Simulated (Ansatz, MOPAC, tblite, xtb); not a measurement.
CH7NSi (SMILES CN[SiH3]): methods side by side

CH7NSi has 10 atoms, charge 0, and is taken as a singlet. SMILES: `CN[SiH3]`. The shape is that of a PBE0-D4/def2-TZVP optimisation.

Each level gives the dipole moment (D). The values are calculated.

```
                             level            kind  program  value (D)   CPU time
                              MNDO  semi-empirical    MOPAC       0.85  under 2 s
                               PM6  semi-empirical    MOPAC       1.88  under 2 s
                          GFN2-xTB  semi-empirical      xtb       1.29  under 2 s
                          GFN1-xTB  semi-empirical   tblite       2.06  under 2 s
                         HF/STO-3G    Hartree–Fock   Ansatz       0.62     0.94 s
                          HF/3-21G    Hartree–Fock   Ansatz       1.23      1.6 s
                       HF/def2-SVP    Hartree–Fock   Ansatz       1.27      6.1 s
                        HF/cc-pVTZ    Hartree–Fock   Ansatz       1.25       53 s
                        PBE/STO-3G             GGA   Ansatz       0.68      4.7 s
B3LYP/6-31G* (spherical functions)   global hybrid   Ansatz       1.26       12 s
```

The values span 0.62 to 2.06 D. Magnitudes only: a small dipole may point the other way at some levels. Sets without polarisation functions give poor dipoles. Times are those of the runs behind each value, whatever else they computed, on shared processors of several kinds: orders of magnitude only.

The Hartree–Fock dipole barely moves beyond the minimal basis, from 1.23 D with 3-21G to 1.25 D with cc-pVTZ, and B3LYP gives 1.26 D. In STO-3G, Hartree–Fock and PBE both fall to about half of that, 0.62 and 0.68 D, so the basis matters far more here than the choice between these two methods, probably because a single fixed function per orbital cannot adapt to the charge shift towards nitrogen or to the spread of its lone pair.

The modest moment fits the bonding of a silylamine. Silicon is electropositive and the Si–N bond strongly polar, but the hydridic Si–H bonds and donation from the nitrogen lone pair into Si–H antibonding orbitals temper the net charge separation. The semi-empirical methods scatter on both sides of the larger-basis values, and only GFN2-xTB, at 1.29 D, comes close. The match between B3LYP and Hartree–Fock does not show that correlation is unimportant, since no correlated method shares a basis beyond STO-3G with Hartree–Fock.
